\section*{Notes on Pauli's algebraic hydrogen spectrum and SO(4)}

I want the bound levels of hydrogen and their degeneracy from commutators, following Pauli (1926), with every ordering of operators kept visible.

\subsection*{Premises and conventions}

Electron and proton are spinless, nonrelativistic point charges. With $\mathbf x=\mathbf r_e-\mathbf r_p$, $\mathbf p=(m_p\mathbf p_e-m_e\mathbf p_p)/(m_e+m_p)$ and $\mathbf P=\mathbf p_e+\mathbf p_p$, the kinetic energy separates as $P^2/2(m_e+m_p)+p^2/2\mu$. I drop the free centre-of-mass term and keep
\begin{equation}
H=\frac{p^2}{2\mu}-\frac{k}{r},\qquad \mu=\frac{m_em_p}{m_e+m_p},\qquad k=\frac{e^2}{4\pi\varepsilon_0},\qquad r=|\mathbf x| .
\label{H}
\end{equation}
Repeated indices are summed and $\epsilon_{123}=+1$. The premises are:

(i) $[x_i,p_j]=i\hbar\delta_{ij}$, realised by $p_j=-i\hbar\partial_j$ on scalar functions $\psi(\mathbf x)$, so $[p_j,f]=-i\hbar\,\partial_jf$ and $[p^2,f]=-\hbar^2\nabla^2f-2i\hbar\,(\partial_jf)\,p_j$.

(ii) $L_i=\epsilon_{ijk}x_jp_k$. It commutes with $p^2$ and with functions of $r$. A vector operator obeys $[L_i,W_j]=i\hbar\epsilon_{ijk}W_k$; $\mathbf x$, $\mathbf p$, $\mathbf L$ are vectors, and so are their cross products and their products with scalars.

(iii) The angular-momentum theorem: three Hermitian operators with $[J_i,J_j]=i\hbar\epsilon_{ijk}J_k$ have $J^2=\hbar^2j(j+1)$, $j=0,\tfrac12,1,\dots$, in multiplets of dimension $2j+1$.

(iv) Bound eigenfunctions are square-integrable, decay exponentially, and are regular at the origin, meaning that each partial wave is a power series in $r$ starting at $r^l$.

I abbreviate $u_i=x_i/r$ and $D=x_jp_j$. From (i), $[D,p_i]=i\hbar p_i$, $[D,p^2]=2i\hbar p^2$ and $D^\dagger=p_jx_j=D-3i\hbar$. The Runge--Lenz operator is
\begin{equation}
\mathbf A=\frac{\mathbf B}{\mu}-k\,\mathbf u,\qquad \mathbf B=\tfrac12\,(\mathbf p\times\mathbf L-\mathbf L\times\mathbf p).
\label{A}
\end{equation}
Since $(\mathbf p\times\mathbf L)_i^\dagger=\epsilon_{ijk}L_kp_j=-(\mathbf L\times\mathbf p)_i$, $\mathbf B$ and $\mathbf A$ are formally Hermitian. By (ii) both are vector operators. $\mathbf A$ has the dimension of $k$.

\subsection*{Three forms of B}

For any vector operator $\mathbf W$,
\begin{equation}
(\mathbf L\times\mathbf W+\mathbf W\times\mathbf L)_i=\epsilon_{ijk}[L_j,W_k]=i\hbar\,\epsilon_{ijk}\epsilon_{jkl}W_l=2i\hbar W_i ,
\label{cross}
\end{equation}
where I relabelled $j\leftrightarrow k$ in the second product. With $\mathbf W=\mathbf p$,
\begin{equation}
\mathbf B=\mathbf p\times\mathbf L-i\hbar\,\mathbf p=-\mathbf L\times\mathbf p+i\hbar\,\mathbf p .
\label{B12}
\end{equation}
For the third form I expand with $\epsilon_{ijk}\epsilon_{klm}=\delta_{il}\delta_{jm}-\delta_{im}\delta_{jl}$:
\begin{equation}
(\mathbf p\times\mathbf L)_i=p_jx_ip_j-p_jx_jp_i=(x_ip^2-i\hbar p_i)-(D-3i\hbar)p_i .
\end{equation}
Hence $B_i=x_ip^2-Dp_i+i\hbar p_i$, and $Dp_i-i\hbar p_i=p_iD$ gives
\begin{equation}
B_i=x_i\,p^2-p_iD .
\label{B3}
\end{equation}

\subsection*{Conservation}

I do this for a general central potential $V(r)$, to see where $1/r$ is needed. $p^2$ commutes with $\mathbf p$ and $\mathbf L$, so $[p^2,\mathbf B]=0$; also $[V,\mathbf u]=0$. What remains is
\begin{equation}
[H,A_i]=\frac1\mu[V,B_i]-\frac{k}{2\mu}[p^2,u_i].
\end{equation}
First term: $[V,\mathbf L]=0$ and $[V,p_i]=i\hbar w_i$ with $w_i=\partial_iV=r^2V'\,x_i/r^3$. From \eqref{A} and then \eqref{cross}, $[V,\mathbf B]=\tfrac{i\hbar}{2}(\mathbf w\times\mathbf L-\mathbf L\times\mathbf w)=i\hbar(\mathbf w\times\mathbf L-i\hbar\mathbf w)$. Because $(\mathbf x\times\mathbf L)_i=x_jx_ip_j-x_jx_jp_i=x_iD-r^2p_i$,
\begin{equation}
[V,B_i]=i\hbar\,r^2V'\,G_i,\qquad G_i=\frac{x_i}{r^3}D-\frac1r\,p_i-i\hbar\frac{x_i}{r^3}.
\end{equation}
Second term: $\partial_ju_i=\delta_{ij}/r-x_ix_j/r^3$. Differentiating again, $\partial_i(1/r)=-x_i/r^3$ and $\partial_j(x_ix_j/r^3)=(1+3-3)x_i/r^3$, so $\nabla^2u_i=-2x_i/r^3$. No delta function hides here: $\nabla^2u_i$ is homogeneous of degree $-2$, a delta function of degree $-3$. Premise (i) gives
\begin{equation}
[p^2,u_i]=2\hbar^2\frac{x_i}{r^3}-2i\hbar\Big(\frac1r\,p_i-\frac{x_i}{r^3}D\Big)=2i\hbar\,G_i .
\label{pu}
\end{equation}
Together,
\begin{equation}
[H,A_i]=\frac{i\hbar}{\mu}\,(r^2V'-k)\,G_i ,
\label{HA}
\end{equation}
which vanishes exactly when $V=-k/r$ plus a constant. For \eqref{H}, $[H,\mathbf A]=0$.

\subsection*{Orthogonality to L}

$L_ip_i=\epsilon_{ijk}x_jp_kp_i=0$ because the $p$ commute. $L_ix_i=\epsilon_{ijk}x_j(x_ip_k-i\hbar\delta_{ik})=0$, each term being an antisymmetric symbol contracted with something symmetric. With \eqref{B3}, $L_iB_i=(L_ix_i)p^2-(L_ip_i)D=0$, and $L_iu_i=(L_ix_i)r^{-1}=0$. Taking the adjoint as well,
\begin{equation}
\mathbf L\cdot\mathbf A=\mathbf A\cdot\mathbf L=0 .
\label{LA}
\end{equation}

\subsection*{The square}

$A^2=B^2/\mu^2-(k/\mu)(\mathbf u\cdot\mathbf B+\mathbf B\cdot\mathbf u)+k^2$. For $B^2$ I put the second form of \eqref{B12} on the left and the first on the right, which leaves four terms. The quartic one is
\begin{equation}
-\epsilon_{ijk}\epsilon_{ilm}L_jp_kp_lL_m=L_jp^2L_j-(L_jp_j)(p_kL_k)=p^2L^2 .
\end{equation}
The two mixed ones, $i\hbar\epsilon_{ijk}L_jp_kp_i$ and $i\hbar\epsilon_{ijk}p_ip_jL_k$, vanish by antisymmetry. The last is $(i\hbar)(-i\hbar)p^2=\hbar^2p^2$. So $B^2=p^2(L^2+\hbar^2)$.

Next, $\epsilon_{ijk}x_ip_jL_k=L^2$ gives $\mathbf u\cdot\mathbf B=r^{-1}L^2-i\hbar r^{-1}D$. Its adjoint is $\mathbf B\cdot\mathbf u=r^{-1}L^2+i\hbar D^\dagger r^{-1}$. Since $[D,r^{-1}]=-i\hbar x_j\partial_jr^{-1}=i\hbar r^{-1}$, I have $D^\dagger r^{-1}=r^{-1}D+i\hbar r^{-1}-3i\hbar r^{-1}=r^{-1}D-2i\hbar r^{-1}$. The $D$ terms cancel in the sum, which is $2r^{-1}(L^2+\hbar^2)$. Collecting,
\begin{equation}
A^2=k^2+\frac{2}{\mu}\Big(\frac{p^2}{2\mu}-\frac kr\Big)(L^2+\hbar^2)=k^2+\frac{2H}{\mu}\,(L^2+\hbar^2).
\label{A2}
\end{equation}
The $\hbar^2$ comes purely from ordering. It is what will turn $4j(j+1)$ into $(2j+1)^2$.

\subsection*{The commutator of two components}

$[A_i,A_j]=[B_i,B_j]/\mu^2-(k/\mu)C_{ij}$ with $C_{ij}=[B_i,u_j]-[B_j,u_i]$. I need two inputs. From \eqref{B3}, $[B_i,p_l]=i\hbar(\delta_{il}p^2-p_ip_l)$. From (ii), $[B_i,L_m]=i\hbar\epsilon_{imk}B_k$. Writing $B_j=\epsilon_{jlm}p_lL_m-i\hbar p_j$,
\begin{equation}
[B_i,B_j]=\epsilon_{jlm}[B_i,p_l]L_m+\epsilon_{jlm}\,p_l[B_i,L_m]-i\hbar[B_i,p_j].
\end{equation}
The first term is $i\hbar\epsilon_{jim}p^2L_m-i\hbar p_i(\mathbf p\times\mathbf L)_j$, and with $\mathbf p\times\mathbf L=\mathbf B+i\hbar\mathbf p$ it equals $-i\hbar\epsilon_{ijm}p^2L_m-i\hbar p_iB_j+\hbar^2p_ip_j$. In the second, $\epsilon_{jlm}\epsilon_{imk}=\delta_{jk}\delta_{li}-\delta_{ij}\delta_{lk}$ gives $i\hbar(p_iB_j-\delta_{ij}\,\mathbf p\cdot\mathbf B)$, and $\mathbf p\cdot\mathbf B=-i\hbar p^2$ makes this $i\hbar p_iB_j-\hbar^2\delta_{ij}p^2$. The third is $\hbar^2(\delta_{ij}p^2-p_ip_j)$. Everything cancels in pairs except
\begin{equation}
[B_i,B_j]=-i\hbar\,p^2\epsilon_{ijk}L_k .
\end{equation}
For $C_{ij}$ only the part of $[B_i,u_j]=x_i[p^2,u_j]-[p_iD,u_j]$ antisymmetric in $ij$ counts. As $u_j$ is homogeneous of degree zero, $[D,u_j]=0$, so $[p_iD,u_j]=-i\hbar(\partial_iu_j)D$, which is symmetric. In $x_i[p^2,u_j]$ from \eqref{pu} the only non-symmetric piece is $-2i\hbar r^{-1}x_ip_j$. Thus $C_{ij}=-2i\hbar r^{-1}(x_ip_j-x_jp_i)=-2i\hbar r^{-1}\epsilon_{ijk}L_k$, and
\begin{equation}
[A_i,A_j]=-i\hbar\Big(\frac{p^2}{\mu^2}-\frac{2k}{\mu r}\Big)\epsilon_{ijk}L_k=-i\hbar\,\frac{2H}{\mu}\,\epsilon_{ijk}L_k .
\label{AA}
\end{equation}

\subsection*{Restriction to one bound level}

Because $H$ stands on the right of \eqref{AA}, the six operators close into a Lie algebra only where $H$ is a number. Let $\mathcal H_E$ be the eigenspace for some $E<0$. I check that $\mathbf A$ acts inside it. For $\psi\in\mathcal H_E$, $x_ip^2\psi=2\mu x_i(E+k/r)\psi$ is bounded at the origin, and $p_iD\psi$ is bounded by (iv). So $A_i\psi$ solves the same eigenvalue equation for $r>0$, decays, and is bounded, which excludes the irregular solutions $\sim r^{-l-1}$. The surface terms in the Hermiticity of $B_i$ scale at most as $r^2$ on a small sphere and vanish. On $\mathcal H_E$ define the Hermitian
\begin{equation}
\mathbf K=\sqrt{\frac{\mu}{-2E}}\;\mathbf A .
\end{equation}
Premise (ii) and \eqref{AA} become
\begin{equation}
[L_i,L_j]=i\hbar\epsilon_{ijk}L_k,\quad [L_i,K_j]=i\hbar\epsilon_{ijk}K_k,\quad [K_i,K_j]=i\hbar\epsilon_{ijk}L_k .
\label{so4}
\end{equation}
This is so(4): $L_k$ generates rotations in the plane $(ij)$ of a four-dimensional Euclidean space and $K_i$ those in the plane $(i4)$. Set $\mathbf J^{(1)}=\tfrac12(\mathbf L+\mathbf K)$, $\mathbf J^{(2)}=\tfrac12(\mathbf L-\mathbf K)$. With $[K_i,L_j]=i\hbar\epsilon_{ijk}K_k$,
\begin{equation}
[L_i\pm K_i,L_j\pm K_j]=2i\hbar\epsilon_{ijk}(L_k\pm K_k),\qquad [L_i+K_i,L_j-K_j]=0 ,
\end{equation}
the second because the four terms are $L-K+K-L$. Dividing by four, $\mathbf J^{(1)}$ and $\mathbf J^{(2)}$ are two commuting su(2) algebras. By \eqref{LA} their Casimir operators coincide, and \eqref{A2} multiplied by $\mu/(-2E)$ reads $K^2=\mu k^2/(-2E)-L^2-\hbar^2$. Therefore
\begin{equation}
4\big(J^{(1)}\big)^2=4\big(J^{(2)}\big)^2=L^2+K^2=\frac{\mu k^2}{-2E}-\hbar^2 .
\end{equation}
The right side is a number, so the generators are bounded on $\mathcal H_E$ and (iii) applies with one and the same $j$ for both algebras: $4\hbar^2j(j+1)+\hbar^2=\hbar^2(2j+1)^2=\mu k^2/(-2E)$, or
\begin{equation}
E_n=-\frac{\mu k^2}{2\hbar^2n^2},\qquad n=2j+1=1,2,3,\dots
\label{En}
\end{equation}
$\mathcal H_E$ is a sum of copies of the multiplet $(j,j)$ of dimension $(2j+1)^2=n^2$. Since $\mathbf L=\mathbf J^{(1)}+\mathbf J^{(2)}$, the addition rule gives $l=0,1,\dots,n-1$ once each in a copy, always integer even for half-integer $j$, and $\sum_{l=0}^{n-1}(2l+1)=n^2$.

\subsection*{Existence and multiplicity}

So far \eqref{En} is only a necessary condition. It depends on $k^2$ and would read the same for repulsion, and it does not say how many copies occur. I settle both points with the highest-weight state. Write $W_+=W_x+iW_y$. Each copy holds exactly one state $\psi$ with $J^{(1)}_z=J^{(2)}_z=j\hbar$. It has $L_z\psi=l\hbar\psi$ with $l=2j=n-1$, and $L_+\psi=A_+\psi=0$. The conditions on $\mathbf L$ fix the angular factor as $Y_{ll}\propto(x_+/r)^l$, so $\psi=f(r)\,x_+^l$. Component by component, $(\mathbf p\times\mathbf L)_+=-ip_+L_z+ip_zL_+$, so \eqref{B12} gives $B_+\psi=-i\hbar(l+1)p_+\psi$. Since $(\partial_x+i\partial_y)x_+=0$ and $(\partial_x+i\partial_y)f=f'x_+/r$,
\begin{equation}
A_+\psi=-\Big[\frac{\hbar^2n}{\mu}f'+kf\Big]\frac{x_+^{\,l+1}}{r}=0
\quad\Rightarrow\quad f=c\,e^{-r/na},\qquad a=\frac{\hbar^2}{\mu k}.
\end{equation}
A first-order equation has one solution up to the constant $c$, so there is at most one copy. It is normalisable only for $k>0$. It is an eigenfunction: $x_+^l$ is harmonic and homogeneous of degree $l$, so $\nabla^2\psi=(f''+2nf'/r)x_+^l=(1/n^2a^2-2/ar)\psi$, and $H\psi=[-\hbar^2/(2\mu n^2a^2)+\hbar^2/(\mu ar)-k/r]\psi=E_n\psi$ because $\hbar^2/\mu a=k$. Every $n$ therefore occurs, with exactly one multiplet, and the degeneracy is $n^2$. A spectator electron spin doubles it to $2n^2$.

A direct test at $n=2$. From \eqref{A2} and \eqref{En}, a state $|nlm\rangle$ has
\begin{equation}
A^2=k^2\Big[1-\frac{l(l+1)+1}{n^2}\Big].
\label{ecc}
\end{equation}
On an s state $\mathbf L\psi=0$, so $A_z\psi=-(\hbar^2\psi'/\mu+k\psi)\,z/r$. With $\psi_{2s}=(8\pi a^3)^{-1/2}(1-r/2a)e^{-r/2a}$ the bracket is $-(kr/4a)(8\pi a^3)^{-1/2}e^{-r/2a}$, and with $\psi_{2p_0}=(32\pi a^3)^{-1/2}(z/a)e^{-r/2a}$ this means $A_z\psi_{2s}=\tfrac12k\,\psi_{2p_0}$. Three equivalent components give $A^2=\tfrac34k^2$, as \eqref{ecc} requires. $\mathbf A$ links different $l$ at fixed energy, which no rotation in three dimensions can do.

\subsection*{Range of validity}

The result is exact for the bound states of \eqref{H}. For $E>0$ the Hermitian rescaling is $\sqrt{\mu/2E}\,\mathbf A$, the last sign in \eqref{so4} flips, and the algebra is so(3,1); at $E=0$ the $A_i$ commute and the algebra is that of the Euclidean group in three dimensions. Neither splits into two Hermitian su(2) algebras, and no quantisation of $E$ follows. A one-electron ion is covered by $k\to Zk$ with its own $\mu$. By \eqref{HA}, any central departure from $1/r$ (screening, a finite nucleus) keeps $\mathbf L$ but not $\mathbf A$, leaving in general only the $2l+1$ degeneracy. External fields and anisotropic masses spoil $\mathbf L$ too.

For hydrogen put $R_\mu=\mu k^2/2\hbar^2$ and $\alpha=k/\hbar c$, with $\alpha^2=5.325\times10^{-5}$. The leading relativistic term, which I quote from the expansion of the Dirac levels (electron total angular momentum $j_e$, not the $j$ above), is
\begin{equation}
\Delta E=-\frac{\alpha^2R_\mu}{n^4}\Big(\frac{n}{j_e+\frac12}-\frac34\Big),
\end{equation}
up to relative corrections of order $m_e/m_p$. It lowers 1s by $\alpha^2R_\mu/4$, a fraction $1.3\times10^{-5}$ of the binding, and splits $n=2$ by $\alpha^2R_\mu/16$. A proton of mean-square charge radius $r_p^2$ changes the potential by a short-ranged $\delta V$ with $\int\delta V\,d^3x=\tfrac{2\pi}{3}kr_p^2$; with $|\psi_{1s}(0)|^2=1/\pi a^3$ and $k/a=2R_\mu$, 1s rises by $\tfrac43R_\mu(r_p/a)^2$.

\subsection*{Numerical illustration}

For hydrogen, $m_e/m_p=5.4462\times10^{-4}$, so $\mu/m_e=0.999456$. With $k=14.40$ eV\,\AA\ and the infinite-mass value $m_ek^2/2\hbar^2=13.6057$ eV, I get $R_\mu=13.598$ eV and $a=0.52947$ \AA.

\begin{center}
\begin{tabular}{cccccc}
\hline
$n$ & $j$ & $E_n$ (eV) & $l$ & states & $A^2/k^2$ by $l$\\
\hline
1 & 0 & $-13.598$ & 0 & 1 & 0\\
2 & 1/2 & $-3.3996$ & 0, 1 & 4 & 3/4, 1/4\\
3 & 1 & $-1.5109$ & 0, 1, 2 & 9 & 8/9, 2/3, 2/9\\
\hline
\end{tabular}
\end{center}

The interval $E_2-E_1=\tfrac34R_\mu$ is $10.199$ eV, a vacuum wavelength of $121.57$ nm, and $\langle2p_0|A_z|2s\rangle=k/2=7.20$ eV\,\AA. The reduced mass raises the ground level by $7.4$ meV relative to a fixed nucleus. The relativistic shift of 1s is $-0.18$ meV, about 41 times smaller, so keeping $\mu$ while dropping relativity is consistent, and five figures are all that \eqref{En} supports. The $n=2$ multiplet is split by $45$ $\mu$eV of fine structure. The radiative 2s--2p$_{1/2}$ shift, approximately $4$ $\mu$eV, and the hyperfine structure, approximately $6$ $\mu$eV in 1s, are smaller still. With an approximate $r_p=0.84$ fm the size effect on 1s is $4.6$ neV. The $n^2$ degeneracy is thus a statement about hydrogen seen at a resolution coarser than about a tenth of a meV.

The same algebra describes a shallow donor in GaAs within effective-mass theory, since the conduction minimum is single and nearly isotropic. The ion is fixed in the lattice, so $\mu\to m^*$ and $k\to k/\varepsilon_r$. I take the typical inputs $m^*=0.067\,m_e$ and $\varepsilon_r=12.9$. Then $a^*=10$ nm, about 18 times the approximate lattice constant of $0.565$ nm, which is what justifies a continuum $1/r$ potential. Band nonparabolicity plays the part of the relativistic term, with relative size of order binding over gap, about $0.4\,\%$ for a gap of approximately $1.5$ eV. The short-range potential of the impurity cell shifts s states, typically by something of order $0.1$ meV for 1s, and by \eqref{HA} lifts the 2s--2p degeneracy; this limits the numbers to two figures. In silicon the valley masses are anisotropic, $\mathbf L$ is not conserved within a valley, and the construction does not apply. For GaAs with these inputs the model's binding energy is $5.5$ meV, and its $n=1\to2$ interval is $4.1$ meV, or $0.99$ THz.